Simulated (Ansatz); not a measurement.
**InAs: sound and stiffness along [100], [110] and [111]**

Level of theory: DFT PBEsol, scalar-relativistic, plane waves, PAW (Ansatz). Settings: 420 eV plane-wave cutoff, Γ-centred 8×8×8 mesh, Fermi-Dirac smearing of 0.15 eV. No spin polarisation.

The cell is fixed (symmetry leaves no force on the atoms) and stands under 0.0 GPa:
```cif
data_structure
_symmetry_space_group_name_H-M 'P 1'
_symmetry_Int_Tables_number 1
_cell_length_a 4.3060
_cell_length_b 4.3060
_cell_length_c 4.3060
_cell_angle_alpha 60.000
_cell_angle_beta 60.000
_cell_angle_gamma 60.000
_cell_volume 56.46
loop_
_atom_site_label
_atom_site_type_symbol
_atom_site_fract_x
_atom_site_fract_y
_atom_site_fract_z
_atom_site_occupancy
In1 In 0.00000 0.00000 0.00000 1
As1 As 0.25000 0.25000 0.25000 1
```

The cell is the ideal cubic zincblende prototype. Without a gap, frequencies and elastic constants depend on the k mesh and the smearing, soft modes and shear constants most.

With ions relaxed, on the cubic axes: C11 = 78.2, C12 = 43.9, C44 = 34.9 GPa. The density is 5.581 g/cm³.

Q: Is the crystal stable against strain, and how anisotropic is it?

A: Born's conditions hold: C11 + 2C12 = 166.0, C11 − C12 = 34.3 and C44 = 34.9 GPa are all positive. B = (C11 + 2C12)/3 = 55.3 GPa. The two shear moduli are C44 and C′ = (C11 − C12)/2 = 17.2 GPa, so Zener's ratio is A = C44/C′ = 2.03: the tetragonal shear C′ is the soft one, as in many fcc and bcc metals and zincblende crystals. The Cauchy pressure C12 − C44 is 9.0 GPa; it would vanish for pair forces between atoms on inversion centres at zero pressure, and a positive value is usual with metallic or many-body binding, and where atoms off inversion centres relax under shear, which lowers C44.

Q: Give the sound speeds along the three symmetry directions.

A: The Christoffel equation gives ρv² for each branch:
| direction | branch | ρv² | GPa | v (m/s) |
| --- | --- | --- | --- | --- |
| [100] | L | C11 | 78.2 | 3743 |
| [100] | T (×2) | C44 | 34.9 | 2499 |
| [110] | L | (C11 + C12 + 2C44)/2 | 95.9 | 4145 |
| [110] | T, u ∥ [001] | C44 | 34.9 | 2499 |
| [110] | T, u ∥ [1-10] | (C11 − C12)/2 | 17.2 | 1753 |
| [111] | L | (C11 + 2C12 + 4C44)/3 | 101.8 | 4271 |
| [111] | T (×2) | (C11 − C12 + C44)/3 | 23.1 | 2033 |

Q: How does Young's modulus depend on direction?

A: Inverting gives S11 = 21.439, S12 = -7.707, S44 = 28.686 TPa⁻¹. Along a unit vector (l, m, n), 1/E = S11 − 2(S11 − S12 − S44/2)(l²m² + m²n² + n²l²), where the last bracket is 0, 1/4 and 1/3 for [100], [110] and [111]: E = 47, 71 and 86 GPa. With A > 1 the body diagonal is stiffest. For a film on (001), the biaxial modulus is C11 + C12 − 2C12²/C11 = 73 GPa and the normal strain is −2C12/C11 = -1.12 times the in-plane one.

The bands only touch here, so at this level the crystal is a zero-gap semiconductor or semimetal, not an ordinary metal; spin–orbit coupling, left out, can open or move such a gap.

Cost: 2 runs of about 1.2 core-minutes in all, on Intel Xeon 6975P-C (Granite Rapids) (shared hosts).

InAs is stiffest along the body diagonal and softest along the cube axes, with Young's modulus rising from 47 to 86 GPa, and longitudinal sound follows the same order. The reason lies in the tetrahedral sp³ network. Tension along [111] directly stretches the bonds lying on that axis, whereas the tetragonal shear C′ leaves all bond lengths unchanged to first order and is resisted mainly by bond-angle forces. These are weak in a partly ionic heavy-atom semiconductor, hence the slow [110] transverse branch polarised along [1-10]. The C44 shear does change bond lengths, though sublattice displacement relieves part of the cost.

The touching bands disagree with the well-known narrow direct gap of InAs. The likely cause is the semilocal functional, which places the s-like conduction-band minimum too low relative to the p-like valence top. Spin–orbit coupling alone would not be expected to restore the gap, since it raises the valence-band edge. Positive elastic moduli establish stability against small homogeneous strains, not against phonons of finite wavevector.
